\textbf{Which properties of a perforated Si$_3$N$_4$ membrane depend on the Poisson ratio of the film?}

My membranes are amorphous Si$_3$N$_4$, 50~nm thick, with round holes of radius $a = 1~\mu$m on a triangular lattice at area fraction $\phi = 0.05$. I do not know the Poisson ratio $\nu_0$ of my film. What happens to the effective in-plane constants, in sign and size, if (1) $\nu_0$ is 0.28 rather than 0.24, (2) I change the material, (3) the film becomes a thick slab with long pores, (4) it is clamped to a frame under residual tension, (5) the holes are filled with oxide?

\textbf{Answer}

\textbf{Conventions.} Linear in-plane elasticity, no body force, no buckling, plane stress (thickness $\ll a$), stresses in Pa averaged over the thickness, tension positive. With area modulus $\kappa$ and shear modulus $\mu$,
\begin{equation}
\varepsilon_{ij}=\frac{1}{2\mu}\Big(\sigma_{ij}-\tfrac12\sigma_{kk}\delta_{ij}\Big)+\frac{1}{4\kappa}\sigma_{kk}\delta_{ij},\qquad
\frac1\kappa=\frac{2(1-\nu)}{E},\quad \frac1\mu=\frac{2(1+\nu)}{E}.
\label{hooke}
\end{equation}
As typical inputs I take $E_0\approx 250$~GPa and $\nu_0\approx0.24$ for the nitride. All numbers below belong to this model.

\textbf{The invariance.} Replace $1/\kappa\to1/\kappa-c$ and $1/\mu\to1/\mu+c$ at every point, with one constant $c$. At fixed stress \eqref{hooke} changes by $\delta\varepsilon_{ij}=\tfrac c2(\sigma_{ij}-\sigma_{kk}\delta_{ij})$. Equilibrium lets us write $\sigma_{xx}=\partial_y^2\chi$, $\sigma_{yy}=\partial_x^2\chi$, $\sigma_{xy}=-\partial_x\partial_y\chi$, and then
\begin{equation}
\delta\varepsilon_{ij}=-\frac c2\,\partial_i\partial_j\chi ,\qquad \delta\mathbf u=-\frac c2\nabla\chi .
\label{shift}
\end{equation}
The added strain derives from a displacement, so the old stress field solves the new problem under the same boundary tractions. The change of $\nabla\chi$ along a curve is the force across it turned by a right angle, so $\delta\mathbf u$ is single-valued if no hole rim carries a net force (Michell's condition). On a free rim $\nabla\chi$ is constant, and each hole is only translated. The average strain therefore changes by $\tfrac c2(\bar\sigma_{ij}-\bar\sigma_{kk}\delta_{ij})$, which means $1/\kappa^*\to1/\kappa^*-c$ and $1/\mu^*\to1/\mu^*+c$. This is the theorem of Cherkaev, Lurie and Milton (1992).

By \eqref{hooke} the shift keeps $1/E$ and adds $c/2$ to $\nu/E$. A hole has infinite compliance and stays a hole, so the shift scans $\nu_0$ at fixed $E_0$ and fixed geometry. Since all compliances also scale as $1/E_0$, an isotropic array obeys, at any $\phi$,
\begin{equation}
\frac{E^*}{E_0}=f,\qquad \nu^*=(\nu_0+g)\,f,\qquad \frac{1-\nu^*}{E^*}=\frac{1-\nu_0+h}{E_0},
\label{exact}
\end{equation}
where $f$, $g$ and $h=1/f-1-g$ depend on the geometry alone.

\textbf{Dilute circular holes.} For remote uniaxial stress $\sigma$ along $x$, Kirsch's solution is
\begin{equation}
\chi=\sigma\Big[\frac{r^2}{4}-\frac{a^2}{2}\ln r-\frac{r^2}{4}\Big(1-\frac{a^2}{r^2}\Big)^2\cos2\theta\Big],
\end{equation}
with free rim and hoop stress $\sigma(1-2\cos2\theta)$ at $r=a$. Integrating the strains gives rim displacements $u_x=3\sigma x/E_0$ and $u_y=-\sigma y/E_0$, so the hole deforms as under a uniform strain, and $\nu_0$ is absent. The solid carries the whole average stress and contributes $\bar\sigma/E_0$ and $-\nu_0\bar\sigma/E_0$; the holes add $\phi$ times their strain. Thus $1/f=1+3\phi$, $g=\phi$, $h=2\phi$, and to first order in $\phi$
\begin{equation}
\frac{E^*}{E_0}=1-3\phi,\qquad \nu^*-\frac13=\Big(\nu_0-\frac13\Big)\frac{E^*}{E_0}.
\label{dilute}
\end{equation}
At $\phi=0.05$, $1-3\phi=0.85$ and $1/(1+3\phi)=0.87$. They differ by about $9\phi^2=0.02$, which is the size of the neglected hole interaction. The model gives $E^*\approx2.1\times10^{11}$~Pa.

\textbf{(1) Raising $\nu_0$ from 0.24 to 0.28 at fixed $E_0$.} Reasoning: this change is a pure shift, so under prescribed tractions no stress changes and $E^*$ stays put. The Poisson ratio $\nu^*$ must rise, but by less than $\nu_0$, because the same added $\nu/E$ is multiplied by a smaller modulus. Calculation: $c=2\,\delta\nu_0/E_0=3.2\times10^{-13}$~Pa$^{-1}$, and \eqref{exact} gives
\begin{equation}
\delta E^*=0,\qquad \delta\nu^*=f\,\delta\nu_0=0.85\times0.04=0.034 ,
\end{equation}
where the spread in $f$ affects the last digit by one unit. The zero is exact within plane stress at any $\phi$. It holds in every direction of an anisotropic array too, because $\delta\varepsilon$ has no component along a uniaxial stress.

\textbf{(2) Another material.} Reasoning: scaling $E_0$ and shifting $\nu_0$ reach any isotropic film, so $E^*/E_0$ is the same for all. A hole contracts sideways by one third of its extension, so holes pull $\nu^*$ towards $1/3$: up for nitride and oxide, down for a metal above $1/3$. Calculation: \eqref{dilute} gives the initial slope $d\nu^*/d\phi=1-3\nu_0$, listed here for typical $\nu_0$ (the last column belongs to the next case).

\begin{tabular}{lccc}
film & $\nu_0$ & plane stress, $1-3\nu_0$ & plane strain, $(1-4\nu_0)/(1-\nu_0)$\\
\hline
SiO$_2$ & 0.16 & 0.52 & 0.43\\
Si$_3$N$_4$ & 0.24 & 0.28 & 0.05\\
Si$_3$N$_4$ & 0.28 & 0.16 & $-0.17$\\
Au & 0.42 & $-0.26$ & $-1.17$
\end{tabular}

At $\phi=0.05$ the shift is $+0.01$ for nitride with $\nu_0=0.24$ and $-0.01$ for gold. The second-order term is $\phi^2=0.0025$ times a coefficient of order one, and it need not vanish at $\nu_0=1/3$.

\textbf{(3) Thick slab with long pores.} Reasoning: when the thickness far exceeds the pore spacing, $\varepsilon_{zz}$ is uniform apart from zones at the faces, and its value depends on how the faces are held. If they are held rigidly along the pores, $\varepsilon_{zz}=0$ (plane strain): the material cannot thin, so it contracts more in the plane and the planar Poisson ratio rises towards or past $1/3$. The upward pull of the holes should weaken or reverse. If the faces are free, the slab thins on average but cannot thin locally around each pore, so the pull should weaken less, and $E^*/E_0$ picks up a small dependence on $\nu_0$. Calculation for axially clamped faces: eliminating $\sigma_{zz}=\nu_0(\sigma_{xx}+\sigma_{yy})$ leaves \eqref{hooke} with
\begin{equation}
E'=\frac{E_0}{1-\nu_0^2},\qquad \nu'=\frac{\nu_0}{1-\nu_0},\qquad 1-3\nu'=\frac{1-4\nu_0}{1-\nu_0}.
\end{equation}
The ratio $E'^*/E'$ is still $1-3\phi$. For $\nu_0=0.24$ and 0.28, $\nu'=0.32$ and 0.39, and the slope changes sign at $\nu_0=1/4$, inside your range. For 0.24 the first-order shift is 0.0026, comparable to $\phi^2$, so its sign at $\phi=0.05$ is not settled. For 0.28 it is $-0.01$.

For free faces the net axial force vanishes. The clamped solution has $\bar\sigma_{zz}=\nu_0\bar\sigma_{kk}$, which is cancelled by a uniform axial stress $-\nu_0\bar\sigma_{kk}/(1-\phi)$ in the solid. This gives $\varepsilon_{zz}=-\nu_0\bar\sigma_{kk}/[E_0(1-\phi)]$ and adds $-\nu_0\varepsilon_{zz}$ to both in-plane strains, so $E_0/E^*=(1-\nu_0^2)/f+\nu_0^2/(1-\phi)$. The unperforated slab has $\nu^*=\nu_0$, and to first order in $\phi$
\begin{equation}
\frac{E_0}{E^*}=1+(3-2\nu_0^2)\phi,\qquad \frac{d\nu^*}{d\phi}=1-3\nu_0-2\nu_0^2+2\nu_0^3 .
\end{equation}
The slope is $+0.19$ for 0.24 and $+0.05$ for 0.28, and it vanishes at $\nu_0=1-1/\sqrt2=0.293$, outside your range. At $\phi=0.05$ the shifts are $+0.010$ and $+0.002$, the latter comparable to $\phi^2$. Raising $\nu_0$ from 0.24 to 0.28 raises the model's $E^*$ by 0.2\,\%.

\textbf{(4) Clamped film with residual tension.} Reasoning: the frame fixes displacement, not traction, so the theorem no longer fixes the stress level. It still fixes the pattern for a given mean stress, apart from a zone of about one hole spacing at the frame; the rim hoop stress of a dilute hole stays $2\bar\sigma$. The mean follows from the biaxial compliance. Holes add $h/E_0$ to it whatever $\nu_0$ is, while the solid part $(1-\nu_0)/E_0$ shrinks as $\nu_0$ grows, so the relative loss of tension grows with $\nu_0$. Calculation: for misfit strain $\varepsilon_m$ the unperforated stress is $\sigma_0=E_0\varepsilon_m/(1-\nu_0)$, and \eqref{exact} gives
\begin{equation}
\bar\sigma=\frac{E_0\varepsilon_m}{1-\nu_0+h}=\sigma_0\,\frac{1-\nu_0}{1-\nu_0+h},
\end{equation}
with $\bar\sigma$ averaged over solid and holes. To size the second order, load an annulus with hole fraction $\phi$ by radial tension on its outer edge. The hoop strain there gives $h=2\phi/(1-\phi)=0.105$ in place of 0.100. With $\sigma_0\approx1.0$~GPa, typical of stoichiometric low-pressure CVD nitride, both values give $\bar\sigma=0.88$~GPa. Raising $\nu_0$ to 0.28 at fixed $\sigma_0$ changes $\bar\sigma$ by $-6$~MPa for either $h$. At fixed $\varepsilon_m$ the sign is opposite: $\bar\sigma$ rises by 5\,\%, against 6\,\% for the solid film. Prestress corrections to the in-plane moduli are of relative order $\sigma_0/E_0=0.004$.

\textbf{(5) Bonded SiO$_2$ plugs of the film's thickness.} Reasoning: $E^*$ must rise, since the plug carries load. The theorem survives, but $c$ now acts on both phases, so changing $\nu_0$ alone is no longer a shift and $E^*$ may respond. It can do so only through the invariants
\begin{equation}
\eta=\frac{E_0}{E_1},\qquad s=E_0\Big(\frac{\nu_1}{E_1}-\frac{\nu_0}{E_0}\Big)=\eta\nu_1-\nu_0 .
\end{equation}
The response vanishes for holes. It also vanishes to first order for identical phases, where the stress is uniform and $1/E$ is the same everywhere. It should be small in between. Calculation: matching traction and displacement at the rim gives a uniform stress in the plug, $T_b=2/(1+\eta-s)$ times a remote biaxial stress and $T_s=4/(3+\eta+s)$ times a remote shear. A uniaxial load is half of each, and the excess compliances of the plug are $(\eta-s-1)/E_0$ and $(\eta+s-1)/E_0$. So $E_0/E^*=1+\beta\phi$ with
\begin{equation}
\beta=\tfrac12\big[(\eta-s-1)T_b+(\eta+s-1)T_s\big]=3-\frac{2}{1+\eta-s}-\frac{8}{3+\eta+s}.
\end{equation}
This returns 3 for $\eta\to\infty$ and 0 for $\eta=1$, $s=0$. Its slope is
\begin{equation}
\frac{\partial\beta}{\partial\nu_0}=\frac{2}{(1+\eta-s)^2}-\frac{8}{(3+\eta+s)^2},
\end{equation}
which is negative when $\eta-1>3s$. With typical $E_1\approx70$~GPa and $\nu_1\approx0.16$, $\eta=3.57$ and $s=0.331$, so $2.57>0.99$ and a larger $\nu_0$ stiffens the sheet. The coefficient is $\beta=1.369$, and $E^*/E_0$ recovers from 0.85 to 0.93. For $\nu_0=0.28$, $s=0.291$ and $\beta=1.367$. At $\phi=0.05$ the model's $E^*$ then rises by about $1\times10^{-4}$ of its value. That figure is the remainder of two opposing terms at first order in $\phi$, so only its order of magnitude is secure. It lies far below the 0.02 uncertainty of the dilute formula for open holes, and far below the spread of $E_0$ among nitride films, which is typically tens of GPa and enters $E^*$ almost in proportion.